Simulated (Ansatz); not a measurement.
# In: energy less reference against wave cutoff

One setting of a density functional single point varied, free energy counted from the run at the reference value, pressure positive in compression; periodic cell, basis, potentials, k mesh and filling as listed. The results are calculated, by Ansatz 0.2.0.

Structure of every row (space group Im-3m, No. 229):
```
cell vectors (Å)
  -1.8825     1.8825     1.8825
   1.8825    -1.8825     1.8825
   1.8825     1.8825    -1.8825
atoms (fractions of the cell vectors)
In  0.00000  0.00000  0.00000
```

Settings of every row: functional LDA; dispersion none; potentials PAW; k mesh 7x7x7; k shift 0.5x0.5x0.5; occupations fermi dirac; smearing width 0.1 eV; spin none; varied setting wave cutoff; reference wave cutoff 450 eV.

Limits: coarse k mesh, up to 40 meV an atom off; cutoff under the advised one; the cell comes from a prototype or a list of computed structures and needn't be the stable phase.

| row | wave cutoff (eV) | energy less reference (meV/atom) |
| --- | --- | --- |
| 1 | 250 | 944.29 |
| 2 | 300 | 66.13 |
| 3 | 350 | ? |
| 4 | 400 | 0.57 |
| 5 | 450 | 0 |

Question: what energy less reference should row 3 give?

Worked fit of energy less reference. Measure energy less reference from the row at the highest cutoff, 0.00 meV/atom, and take the logarithm of what remains: 250 → 6.85, 300 → 4.19, 400 → -0.56. A straight line through these is ln|rest| = 19.057 − 0.04915 × cutoff, so the rest falls by a factor of e every 20.3 eV; from 3 rows that is a rough guide, not a law, and the row at the highest cutoff isn't the limit itself. At 350 eV the line gives ln|rest| = 1.854, a rest of 6.39 meV/atom, and so 0.00 + 6.39 = 6.39 meV/atom.

The calculation gave 2.45 meV/atom. The fit lies 3.94 meV/atom (160 % of the value, 0.42 % of the column's range) above it; its largest miss of a shown row is 73.41 meV/atom.
